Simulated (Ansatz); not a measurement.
**Redistribution: C2H3F2I + C2H2FI → C2H3FI2 + C2H2F2**

Gas-phase species: C2H3F2I `FCC(F)I`, singlet; C2H2FI `C=C(F)I`, singlet; C2H3FI2 `FC(I)CI`, singlet; C2H2F2 (vinylidene fluoride) `C=C(F)F`, singlet. The partners trade F for I; both sit on C, so the bond types are kept.

Shapes, held fixed at every level: PBE0-D4/def2-TZVP. Flexible molecules stand in one conformer, not always the lowest. Programs: Ansatz 0.2.0. The zero-point and thermal change to 298 K, harmonic and unscaled (PBE0-D4/def2-TZVP), is -0.1 kJ/mol.

| level | kind | ΔH(298 K) (kJ/mol) | less CCSD(T)/def2-TZVPP |
| --- | --- | --- | --- |
| HF/def2-SVP | Hartree–Fock | -53.4 | -12.1 |
| HF/def2-TZVPP | Hartree–Fock | -44.0 | -2.7 |
| BHLYP-D4/def2-TZVPP | global hybrid | -43.5 | -2.2 |
| B2PLYP/def2-TZVPP | double hybrid | -39.9 | +1.4 |
| CCSD(T)/def2-SVP | coupled cluster or CI | -51.1 | -9.8 |
| CCSD/def2-SVP | coupled cluster or CI | -51.2 | -9.9 |
| CCSD(T)/def2-TZVPP | coupled cluster or CI | -41.3 | 0.0 |

The highest level, CCSD(T)/def2-TZVPP, gives ΔH(298 K) = -41.3 kJ/mol; the levels span -53.4 to -39.9. The column of differences is taken from that level and isn't an error. No measured value is set beside it here. For atoms past krypton def2 sets carry core potentials with scalar relativity. Outer-core shells of I are correlated, in sets that cover them unevenly.

The exchange is clearly exothermic at every level, and the preference is almost wholly electronic, since the thermal change is only -0.1 kJ/mol. Fluorine leaves a saturated CH2F carbon for a vinylic carbon that already bears fluorine, while iodine goes the other way. The driving force is probably the geminal stabilisation of the CF2 group, where lone-pair donation into the neighbouring C–F antibonding orbital reinforces strong, polar bonds to an sp2 carbon. Iodine, softer and a poorer π donor, gains much less from the vinylic site.

Basis set matters more than correlation here: going from def2-SVP to def2-TZVPP moves Hartree–Fock from -53.4 to -44.0 kJ/mol and CCSD(T) from -51.1 to -41.3 kJ/mol, probably because the smaller set describes the fluorine lone pairs unevenly in the two environments. Correlation largely cancels, as expected when bond types are conserved. The single reaction enthalpy can't separate the geminal effect from the intrinsic preference of fluorine for an sp2 carbon.
